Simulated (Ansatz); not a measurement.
# A series in volume per atom on AlO2

Results calculated with Ansatz 0.2.0 development build, not measured. Equation of state of a cubic crystal from periodic Kohn-Sham density functional theory without spin; pressure corrected for the finite basis.

Cell of the first row (space group Fm-3m, No. 225):
```
CELL_PARAMETERS angstrom
0.00000 2.29570 2.29570
2.29570 0.00000 2.29570
2.29570 2.29570 0.00000
ATOMIC_POSITIONS crystal
Al 0.00000 0.00000 0.00000
O 0.25000 0.25000 0.25000
O 0.75000 0.75000 0.75000
```

Settings of every row: formula AlO2; structure type fluorite; functional r2SCAN; spin treatment none; k mesh 12x12x12; occupation method fermi-dirac; occupation width 0.1 eV; wave cutoff 1050 eV; datasets hand-made PAW; density cutoff ratio 5; xc grid level 2.

Limits: a cubic model structure, not a phase known at ambient conditions; modest k-mesh, values are not fully converged in k; the SCF threshold is loose for a stress in some rows.

| row | volume per atom (Å³) | pressure (GPa) | energy above lowest point (meV/atom) |
| --- | --- | --- | --- |
| 1 | 8.066 | 13.691 | 17.39 |
| 2 | 8.329 | ? | ? |
| 3 | 8.592 | -2.264 | 0 |
| 4 | 8.855 | -8.551 | 9.01 |
| 5 | 9.118 | -13.928 | 27.58 |

Question: what pressure and energy above lowest point should row 2 give?

Worked fit of pressure. Take u = (V_r/V)^(2/3) − 1 with V_r = 8.7235 Å³ an atom, which is twice the finite (Eulerian) strain; such expansions in the strain, on which the Birch-Murnaghan equation of state is built, carry the rest volume and the bulk modulus. The shown rows have u = 0.05363, 0.01018, -0.00992, -0.02906. Least squares give pressure = −5.5345 + 313.236 × u + 843.44 × u² GPa; a straight line predicts inner rows, each left out in turn, worse (root mean square 0.88 against 0.016 GPa). The rows lie off it by 0.001, -0.006, 0.008, -0.003 (root mean square 0.0052 GPa). The pressure vanishes at u = 0.0169, or V = 8.507 Å³ an atom, and there the bulk modulus at fixed shape and fractions is B = −V dP/dV = (2/3)(1 + u) dP/du = 232 GPa. The withheld row has u = 0.03133, so the fit gives −5.5345 + 313.236 × (0.03133) + 843.44 × (0.03133)² = 5.107 GPa.

The calculation gave 5.089 GPa. The fit lies 0.018 GPa (0.065 % of the column's range) above it; its largest miss of a shown row is 0.008 GPa.

Worked fit of energy above lowest point. Take u = (V_r/V)^(2/3) − 1 with V_r = 8.7235 Å³ an atom, which is twice the finite (Eulerian) strain; such expansions in the strain, on which the Birch-Murnaghan equation of state is built, carry the rest volume and the bulk modulus. The shown rows have u = 0.05363, 0.01018, -0.00992, -0.02906. Least squares give energy above lowest point = 3.215 − 450.98 × u + 13337.1 × u² meV/atom; a straight line predicts inner rows, each left out in turn, worse (root mean square 14 against 0.018 meV/atom). The rows lie off it by 0.00, -0.01, 0.01, 0.00. Its lowest point lies at u = 0.0169, or V = 8.507 Å³ an atom, and the curvature there gives the bulk modulus at fixed shape and fractions, B = (4/9)(1 + u)² E″(u)/V = 231 GPa. The withheld row has u = 0.03133, so the fit gives 3.215 − 450.98 × (0.03133) + 13337.1 × (0.03133)² = 2.18 meV/atom.

The calculation gave 2.16 meV/atom. The fit lies 0.02 meV/atom (0.073 % of the column's range) above it; its largest miss of a shown row is 0.01 meV/atom.
